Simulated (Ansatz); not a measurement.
# Collinear magnetic orders and three exchange couplings of MnF₃ (C2/m) in PBEsol+U

We have to decide which magnetic order a further calculation on this MnF₃ cell should start from, and whether a small spin model can stand in for runs on other orders. A wrong order shifts total energies and can change the gap, and the couplings behind it set the scale of the temperature at which order is lost. We compare five collinear orders at fixed atomic positions with PBEsol and U = 4 eV on Mn. Energies are per Mn atom and measured from the parallel order, so a negative value means more stable than parallel. The model gives each of three Mn–Mn shells one coupling J, positive when it favours parallel spins.

## Method

One system, MnF3 (C2/m), 8 atom(s) a primitive cell, from cells of the Materials Project database (relaxed there by DFT). Ansatz 0.2.0, plane waves with default PAW datasets, cutoff 420 eV, Fermi-Dirac smearing of 0.05 eV, k meshes whose coarsest spacing along a reciprocal vector is 0.22 to 0.32 1/Å over all runs (2π included). Functional: PBEsol with Hubbard U (eV) Mn 4; collinear spins, no spin-orbit coupling. Atoms are fixed. Each order is started from typed moments on Mn, in the primitive cell or in a cell doubled at wavevector q (fractions of the primitive reciprocal vectors), on meshes of about the same density or denser; only runs that kept their pattern of signs are listed. Runs that did not converge or carry a known fault are not listed. Finished runs of the same series that are left out: the start antiferro +-, which repeats a listed case or did not pass the checks for like settings and one steady state; the start antiferro q=(0,0,1/2) +-+-, which repeats a listed case or did not pass the checks for like settings and one steady state; the start antiferro q=(1/2,1/2,0) +-+-, which repeats a listed case or did not pass the checks for like settings and one steady state. The same in all rows: metal or insulator in the row's run, judged by its smearing entropy or density of states at the Fermi energy (a gap under a few smearing widths counts as a metal): insulator.

Notes on method and selection:

- In a Heisenberg model with E = -sum over ordered pairs of J e_i.e_j, the energy per magnetic atom is E0 less the sum over shells of J times the listed sum; further shells and changes of moment size are outside it.
- Each state is what a run reaches from typed starting moments; only a few collinear orders were started, so the lowest found need not be the ground state. Spin-orbit coupling is left out of these energies, which are free energies at the smearing width. A magnetic atom is one that was given a starting moment.
- Site moments count the spin inside each program's own atomic sphere, so they depend somewhat on its radius and leave out the spin between the spheres.
- Under the Hubbard U the runs were started from the Mn d occupation matrices of the lowest run, or of the lowest run so far, so the orbital state was carried from one order to another.
- Ansatz's own search for a lower self-consistent state was switched off in these runs, so a run may rest in a state that is not the lowest for its pattern of moments.
- The shell on the horizontal axis is the one of the three whose sum correlates best with the energies.
- Runs that did not converge, have known faults or may not be shown are not listed, and runs on Ansatz's PAW sets soft_1 and soft_2 are kept to separate tables.

Columns:

- shell at 3.01 Å: sum of e_i.e_j over the 1 Mn neighbours at 3.01 Å, mean over magnetic atoms (+1 parallel, -1 opposed).
- shell at 3.13 Å: sum of e_i.e_j over the 2 Mn neighbours at 3.13 Å, mean over magnetic atoms (+1 parallel, -1 opposed).
- shell at 4.77 Å: sum of e_i.e_j over the 2 Mn neighbours at 4.77 Å, mean over magnetic atoms (+1 parallel, -1 opposed).
- moment (μB): largest site spin moment.
- net moment (μB): size of the net spin moment per magnetic atom.
- energy (meV): energy less that of the parallel order, per magnetic atom.

Input lines of one member:

```
magnetization:
  spin_polarized: true
kpoints:
  mp_grid: { grid: [6, 6, 6] }
hamiltonian:
  xc: pbesol
  hubbard:
    occupation_matrices:
      a0_more:
        matrix:
          - [0.9964, -0.001, 0.0, -0.0011, 0.0]
          - [-0.001, 0.9904, 0.0, -0.0032, 0.0]
          - [0.0, 0.0, 0.6493, 0.0, 0.2713]
          - [-0.0011, -0.0032, 0.0, 0.9948, 0.0]
          - [0.0, 0.0, 0.2713, 0.0, 0.7853]
      a0_less:
        matrix:
          - [0.0608, -0.0106, 0.0, 0.0096, 0.0]
          - [-0.0106, 0.1078, 0.0, 0.0245, 0.0]
          - [0.0, 0.0, 0.1602, 0.0, -0.083]
          - [0.0096, 0.0245, 0.0, 0.1059, 0.0]
          - [0.0, 0.0, -0.083, 0.0, 0.1255]
      a1_more:
        matrix:
          - [0.9964, -0.001, 0.0, -0.0011, 0.0]
          - [-0.001, 0.9904, 0.0, -0.0032, 0.0]
          - [0.0, 0.0, 0.6493, 0.0, 0.2713]
          - [-0.0011, -0.0032, 0.0, 0.9948, 0.0]
          - [0.0, 0.0, 0.2713, 0.0, 0.7853]
      a1_less:
        matrix:
          - [0.0608, -0.0106, 0.0, 0.0096, 0.0]
```

Command (options for logging and memory left out): `ansatz run input.yaml`

## Computed values

| member | shell at 3.01 Å | shell at 3.13 Å | shell at 4.77 Å | moment (μB) | net moment (μB) | energy (meV) |
| --- | --- | --- | --- | --- | --- | --- |
| opposed q=(1/2,1/2,1/2) +--+ | −1 | 2 | −2 | 3.33 | 0.00 | −5.37 |
| opposed +- | −1 | −2 | 2 | 3.32 | 0.00 | −0.31 |
| parallel ++ | 1 | 2 | 2 | 3.33 | 4.00 | 0.00 |
| opposed q=(0,0,1/2) +-+- | 1 | 2 | −2 | 3.33 | 0.00 | 0.16 |
| opposed q=(1/2,1/2,0) +-+- | 1 | −2 | 2 | 3.32 | 0.00 | 5.31 |

## Why the values move as they do

The lowest order listed is q=(1/2,1/2,1/2) +--+, at −5.37 meV. The next, +-, lies 5.06 meV above it. In the lowest order the single neighbour at 3.01 Å is opposed and the two at 3.13 Å are parallel. The highest order, at 5.31 meV, has both relations reversed.

The model is E = E0 − J1·S1 − J2·S2 − J3·S3, where S1, S2 and S3 are the listed sums in order of distance. Differences between rows give the couplings:

- J1 follows from two separate pairs of rows that differ only in S1, by 2. They give −(5.31 + 0.31) / 2 = −2.81 meV and −(0.16 + 5.37) / 2 = −2.77 meV, with mean −(2.81 + 2.77) / 2 = −2.79 meV.
- J2 = (5.31 − 0.00) / 4 = 1.33 meV.
- J3 = (0.16 − 0.00) / 4 = 0.04 meV.

Five energies are described by four constants, which leaves one test: the two energy differences behind J1 should be equal. They are 5.62 and 5.53 meV, a mismatch of 0.09 meV in a total spread of 10.68 meV. The site moments, 3.32 to 3.33 μB, hardly change with the order, as such a model requires.

Mn–Mn distances near 3 Å in a fluoride point to octahedra that share edges. Across a shared edge, half-filled d orbitals of the two Mn atoms overlap directly, which favours opposed spins and weakens quickly with distance. Exchange through fluorine at nearly right angles can favour parallel spins. A likely reading is that the first effect wins at 3.01 Å and the second at 3.13 Å. The direction of the emptiest Mn d orbital relative to each bond may matter as much as the 0.12 Å difference in length.

## Outliers

With all three couplings fitted by least squares, four rows miss by about 0.09 / 4 = 0.02 meV and the parallel row is met exactly. The exact match is no success of the model: the parallel order is the only row in which S2 and S3 have the same sign, so it alone separates J2 from J3.

Clear departures appear when the energies are read against the 3.01 Å shell alone. The three orders with S1 = 1 average (0.00 + 0.16 + 5.31) / 3 = 1.82 meV, and q=(1/2,1/2,0) +-+- lies 5.31 − 1.82 = 3.49 meV above that. The reason is its opposed neighbours at 3.13 Å, which J2 penalises.

The +- order looks odd for a different reason. It differs from the parallel order in every bond of the two short shells, yet lies only 0.31 meV below it. One coupling of −2.79 meV is nearly cancelled by two of 1.33 meV, so this near-equality hides couplings that are not small.

## Worked examples

**Would the model have found the lowest order from the other four rows?**
Start from q=(0,0,1/2) +-+- at 0.16 meV and reverse the 3.01 Å neighbour. The other pair of rows puts that change at −5.62 meV, so the estimate is 0.16 − 5.62 = −5.46 meV. The calculated value is −5.37 meV, a miss of 0.09 meV. The mean of the other four energies, 1.29 meV, would miss by 1.29 + 5.37 = 6.66 meV.

**Could another order lie lower still?**
The listed lowest order satisfies J1 and J2 fully, but its neighbours at 4.77 Å are opposed while J3 is slightly positive. Making them parallel changes the energy by −4 × 0.04 = −0.16 meV, to −5.37 − 0.16 = −5.53 meV. That order, with sums −1, 2 and 2, is not shown in the table. The gain is less than twice the model's mismatch, so the relation along 4.77 Å should be checked by a direct run. Within this model no arrangement of spins, collinear or not, goes below −5.53 meV.

**How much does a total energy suffer if the parallel order is used for convenience?**
Against the lowest listed order it is too high by 5.37 meV per Mn, which is also per formula unit. Spread over four atoms this is 5.37 / 4 = 1.34 meV per atom. That is small for most formation energies, but it is half of the whole magnetic spread found here.

## Summary

For further work on this cell we would start from opposed spins at 3.01 Å and parallel spins at 3.13 Å. The spin model passed its single test to within 0.09 meV, so it can serve for a first screening of other orders at these atomic positions, but not to rank orders that lie as close as that. An order that changes the more distant shells in a new way still needs its own run. Two couplings carry nearly all of the energy differences; the third is too small for its sign to be relied on. The J values are effective ones, since more distant shells whose sums follow the listed ones are absorbed in them.

A larger U would usually weaken the antiferromagnetic J1, and a smaller U would strengthen it. Letting the atoms relax in each order would lower every energy by its own amount. All runs began from carried-over d occupations without a search for lower states, so a different orbital filling could change the couplings.

The familiar form of MnF₃ is a network of corner-sharing octahedra with longer Mn–Mn distances. These couplings do not apply to it.

[Logs are printed without paths, hosts, clocks, repeated set-up lines and the standing remarks that a program may print on its own settings, such as how far it seeks lower states.]
